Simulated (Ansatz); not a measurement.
# Re: pressure and energy change per atom against volume scale

All results are calculated (Ansatz 0.2.0). Plane-wave DFT, scalar-relativistic PAW made under PBE with cores redone for the functional, no dispersion; the given relaxed cell is scaled uniformly, energy at zero smearing counts from the unscaled cell, pressure at the given Fermi-Dirac smearing is positive in compression.

The cell before it is scaled or strained (space group P6_3/mmc, No. 194):
```
CELL_PARAMETERS angstrom
2.75980 0.00000 0.00000
-1.37990 2.39010 0.00000
0.00000 0.00000 4.45720
ATOMIC_POSITIONS crystal
Re 0.33333 0.66667 0.25000
Re 0.66667 0.33333 0.75000
```

Settings of every row: spin polarised no; functional r2SCAN; wave cutoff 500 eV; smearing width 0.1 eV; k mesh 21x21x12.

Atom starting moment: 0 on all atoms.

Limits: all rows lie far from zero pressure; no spin-orbit coupling, which can matter with elements this heavy.

```
row  volume scale  V (Å³/atom)  pressure (GPa)  energy change per atom (meV)
  1          0.88       12.936            65.4                        319.98
  2          0.92       13.524               ?                             ?
  3          0.96       14.112           17.35                         30.11
  4          1.04       15.288           -13.9                         27.02
  5          1.08       15.876          -25.12                        100.04
  6          1.12       16.464           -34.1                        209.99
```

Question: what pressure and energy change per atom should row 2 give?

Worked fit of pressure. Take u = (V_r/V)^(2/3) − 1 with V_r = 15.288 Å³ an atom, which is twice the finite (Eulerian) strain; such expansions in the strain, on which the Birch-Murnaghan equation of state is built, carry the rest volume and the bulk modulus. The shown rows have u = 0.11781, 0.05481, 0, -0.02485, -0.0482. Least squares give pressure = −14.021 + 489.569 × u + 1563.23 × u² GPa; a straight line predicts inner rows, each left out in turn, worse (root mean square 5.2 against 0.26 GPa). The rows lie off it by 0.05, -0.16, 0.12, 0.10, -0.11 (root mean square 0.11 GPa). The pressure vanishes at u = 0.0264, or V = 14.7 Å³ an atom, and there the bulk modulus at fixed shape and fractions is B = −V dP/dV = (2/3)(1 + u) dP/du = 392 GPa. Letting shape and atoms relax would as a rule lower it, by much in layered, chain or molecular crystals. The withheld row has u = 0.08517, so the fit gives −14.021 + 489.569 × (0.08517) + 1563.23 × (0.08517)² = 39.02 GPa.

The calculation gave 38.8 GPa. The fit lies 0.22 GPa (0.22 % of the column's range) above it; its largest miss of a shown row is 0.16 GPa.

Worked fit of energy change per atom. Take u = (V_r/V)^(2/3) − 1 with V_r = 15.288 Å³ an atom, which is twice the finite (Eulerian) strain; such expansions in the strain, on which the Birch-Murnaghan equation of state is built, carry the rest volume and the bulk modulus. The shown rows have u = 0.11781, 0.05481, 0, -0.02485, -0.0482. Least squares give energy change per atom = 26.188 − 1995.029 × u + 38077.19 × u² meV; a straight line predicts inner rows, each left out in turn, worse (root mean square 130 against 1.9 meV). The rows lie off it by 0.35, -1.12, 0.83, 0.76, -0.82 (root mean square 0.81 meV). The withheld row has u = 0.08517, so the fit gives 26.188 − 1995.029 × (0.08517) + 38077.19 × (0.08517)² = 132.48 meV.

The calculation gave 131.1 meV. The fit lies 1.38 meV (1.1 % of the value, 0.47 % of the column's range) above it; its largest miss of a shown row is 1.12 meV.
